Row 3 looks wrong. Its function sits 6.058 eV below the top of the valence band, while rows 1, 2, 4, 5, 7 and 8 all sit at 6.202 eV. Row 6 repeats the oddity, but it is the copy of row 3 on the second nitrogen atom of the cell, so there is one irregularity to explain and not two.

Maximally localised Wannier functions of wurtzite GaN from PBE plane-wave PAW bands, computed with Ansatz 0.2.0 at the r2SCAN geometry with a 420 eV cutoff. The k mesh is 9×9×4 for the density and 12×12×4 for the functions, which start from N 2s and 2p orbitals. On-site energies are relative to the top of the valence band, and x, y and z are the Cartesian centres.

```
row  function spread (angstrom^2)  function on site (eV)  function x (Å)  function y (Å)  function z (Å)
  1                       1.61300                 -6.202          -0.289           1.671           2.074
  2                       1.61300                 -6.202           1.881           1.086           4.666
  3                       1.61800                 -6.058           0.000           1.838           1.596
  4                       1.61300                 -6.202           0.289           1.671           2.074
  5                       1.61300                 -6.202           0.000           2.172           2.074
  6                       1.61800                 -6.058           1.592           0.919           4.187
  7                       1.61300                 -6.202           1.302           1.086           4.666
  8                       1.61300                 -6.202           1.592           0.585           4.666
```

The count of six and two invites a quick reading. The calculation started from the 2s and 2p orbitals of two nitrogen atoms, which makes two s functions and six p functions. It is tempting to call rows 3 and 6 the s functions and the rest the p functions. But a nitrogen 2s level lies roughly 10 eV below 2p, whereas the odd pair lies above the others, and by only 0.144 eV.

**Where the functions are**

The positions settle the matter. An s or p orbital of an atom is centred on its nucleus, yet every function in the table has its centre 0.35 to 0.36 Å away from the nearest nitrogen. Each nitrogen has four such centres, one displaced towards each of its four gallium neighbours. These are bond functions, close to the sp³ hybrids of elementary chemistry.

They lie much nearer to nitrogen than to gallium. The displacement is about 18 % of the bond length, where a bond between two identical atoms with an inversion centre at its middle would give 50 %. The electron pair stays closer to nitrogen, as suits a polar bond. How far it is shared can't be read from the displacement alone, because even a hybrid made only of nitrogen orbitals has its centre off the nucleus, by an amount expected to be of about this size. Rows 3 and 6 are the bonds that run along the crystal's c axis; the other six are the slanted bonds, here called basal.

The s and p orbitals were lost because the method seeks the most compact set of functions for the chosen states. Adding some s to a p orbital strengthens one lobe and weakens the other, so the mixture leans to one side of the nucleus. Four such mixtures pointing to the corners of a tetrahedron have a smaller total spread than one s and three p orbitals. The starting orbitals tell the program where to begin, and the localisation decides what comes out.

**What an on-site energy means here**

The on-site energy of a function is the average energy of an electron placed in it. For an ideal sp³ hybrid this is one quarter of the s energy plus three quarters of the p energy, and it is the same for all four hybrids. The large separation between s and p has not vanished. It has moved into the hopping between hybrids on the same atom, which in this ideal case equals $(E_s-E_p)/4$, with $E_s$ and $E_p$ the energies of the two orbitals.

The value near −6.2 eV is therefore no atomic level, and it also depends on which states were kept. The gallium 3d states get no functions of their own, although PBE places them too high, where they overlap and mix with nitrogen 2s. Some 3d character is therefore expected in the functions of the table. Comparing this number with that of another compound is safe only if the same choice was made there. The difference between two functions of the same set is a better object for an explanation, but it isn't free of this choice either. At least one of the kept states is poorly described by the starting orbitals, and the bands interpolated from the functions miss the computed ones by up to several hundredths of an electronvolt.

**How large the break is**

The smooth model is a nitrogen atom in a regular tetrahedron. Its four hybrids would be equivalent, with one energy, one spread and one distance from the nucleus. Measured against the common mean of −6.166 eV, the axial functions lie 0.108 eV too high and the basal ones 0.036 eV too low. This mean is the only energy that the model takes from the table, and the output printed after this text gives the comparison.

Only the energy breaks the pattern clearly. The distances from nitrogen agree within the precision to which the atomic position is given. The spreads differ by 0.3 %, which is too little for a safe chemical explanation, because spreads depend on the mesh of wave vectors and this mesh is coarser along c.

**Why the axial bond is different**

In the wurtzite structure, symmetry makes the three basal bonds of an atom equal to one another but not to the axial bond. A difference is therefore allowed, though symmetry gives neither its sign nor its size. The four nearest gallium atoms offer no obvious cause, since the axial and basal bonds are both about 1.95 Å long. Differences of a few thousandths of an ångström may still contribute, because the functions lie close to these atoms. A plainer contrast is found farther out.

There the c axis holds a distinctive neighbour. On the side of nitrogen opposite to the axial bond, a further gallium atom lies at 3.23 Å, while the next ones follow only at 3.73 Å. The axial function points away from this extra gallium and the basal functions lean towards it. Their centres are 3.59 Å and 3.13 Å away from it, respectively.

Gallium carries a positive charge in this polar crystal, and an electron has a lower energy closer to a positive charge. Taken alone, this gallium would lower the basal functions more than the axial one, which is the order in the table. But it is not an added charge. Its layer is present in the cubic stacking too, only shifted sideways, and there it places three gallium atoms at about 3.7 Å instead of one at 3.23 Å. What counts is the change caused by that shift, which fades quickly with distance from the layer, so nearly all of the single atom's pull is expected to cancel, and the electrons screen what is left. The remainder is expected to be a small part of 0.144 eV, and since the functions are much wider than their offset from nitrogen, even its sign is not secured by the distances of the centres.

The same reasoning carries over to the cubic, zinc-blende form of GaN. There the four bonds of each nitrogen are equivalent by symmetry, and no single gallium atom stands out behind one of them. The four on-site energies should then coincide, provided that the mesh of wave vectors treats the four directions alike. A break of this kind is therefore expected from the wurtzite structure and not from the Ga–N bond as such.

**Could the hybrids themselves differ?**

There is a second way to raise the axial function: give it less s character. Since s lies roughly 10 eV below p, a shift of one percentage point in the s share changes the energy by about 0.1 eV. So small a change would be enough to matter. The positions of the centres allow an estimate of it.

Suppose that each function is built only from the s and p orbitals of its nitrogen. Let $c_a$ and $c_b$ be the s amplitudes of the axial and basal hybrids. The single s orbital is shared among four hybrids, so

$$c_a^2+3c_b^2=1 .$$

The centre of a hybrid is displaced in proportion to the product of its s and p amplitudes. Because the hybrids are orthogonal, the axial p amplitude is $\sqrt{3}\,c_b$ and each basal hybrid has a p amplitude $c_a/\sqrt{3}$ along c, in the opposite direction. The p amplitude of a basal hybrid across c is $\sqrt{2/3}$, since three hybrids share two p orbitals.

Now compare two lengths in the tetrahedron formed by the four centres: its height $h$ along c and the edge $e$ between two basal centres. With the same proportionality constant in all directions, it drops out of the ratio:

$$\frac{h}{e}=\frac{c_a c_b\,(\sqrt{3}+1/\sqrt{3})}{\sqrt{2}\,c_b}=\sqrt{\frac{8}{3}}\;c_a,\qquad c_a^2=\frac{3}{8}\left(\frac{h}{e}\right)^2 .$$

Rows 3 and 4 give $h=2.074-1.596=0.478$ Å, and rows 1 and 4 give $e=0.289+0.289=0.578$ Å. The axial s share is then $\tfrac{3}{8}(0.478/0.578)^2\approx0.26$, against 0.25 for a regular tetrahedron. The axial hybrid seems to have slightly more s character, not less. Taken at face value, this would lower its energy, so the estimate lends no support to the second explanation.

It does not exclude it either. With one constant for all directions, the most compact set of such hybrids has an s share of exactly one quarter, so the stretch already shows that an assumption of the model fails; a slightly larger constant along c would take up part of it. The whole effect rests on a tetrahedron of centres stretched by 1.3 %, or about 0.006 Å in height. The coarser mesh along c could produce a shift of that kind, and so could the parts of the functions that reach onto gallium, which the model ignores.

The model also gives the three p orbitals one energy, which wurtzite does not require. At equal s shares the axial hybrid is three quarters p along c, while a basal hybrid is one twelfth p along c and two thirds p across it. A p orbital along c that lies above those across c therefore raises the axial function by two thirds of the splitting, and 0.216 eV would be enough on its own. The table can't tell whether such a splitting is present.

**What to take from the table**

A function should be named after what the localisation produced, above all its centre and direction, and not simply after the orbital from which it was started. Here that check turns a supposed pair of s orbitals into the two axial bonds of a polar crystal. What remains open is how the 0.144 eV divides between the pull of the more distant ions, tiny differences in the distances to the nearest gallium atoms, a slight difference in hybridisation, a splitting of the p orbitals along and across c, the choice of the states kept and the coarser mesh along c. A first step would be to repeat the calculation with a denser mesh along c and see whether the energy difference and the stretched tetrahedron survive.

The analysis program printed:

```
Centres seen from their own N:
  row  sideways_A  along_c_A  distance_from_N_A  distance_to_extra_Ga_A
    1      0.3336      0.124             0.3559                   3.128
    2      0.3343      0.126             0.3572                   3.128
    3   0.0002941     -0.354              0.354                   3.588
    4      0.3336      0.124             0.3559                   3.128
    5      0.3343      0.124             0.3566                   3.128
    6   0.0005212     -0.353              0.353                   3.589
    7      0.3343      0.126             0.3572                   3.128
    8      0.3339      0.126             0.3568                   3.128
Mean on-site energy of all eight functions in eV: -6.166
Axial on-site energy less the mean in eV: 0.108
Basal on-site energy less the mean in eV: -0.036
Axial less basal on-site energy in eV: 0.144
Axial less basal spread in percent of the basal spread: 0.2764
Axial Ga-N bond in angstrom (N height rounded to 0.01): 1.95
Basal Ga-N bond in angstrom (N height rounded to 0.01): 1.947
Mean offset from N in percent of the 1.946 angstrom bond: 18.29
Mean of the centres along c less the N height in angstrom: 0.005375
Extra Ga on the c axis behind the axial hybrid, distance from N in angstrom: 3.234
Next Ga beyond that, distance from N in angstrom: 3.733
Axial centre farther from the extra Ga than basal centre by, in angstrom: 0.4606
Stretch along c of the tetrahedron of centres against a regular one in percent: 1.303
Stretch along c of the tetrahedron of Ga atoms against a regular one in percent: -0.2658
Axial s share from the one-centre hybrid model in percent (regular 25): 25.66
```
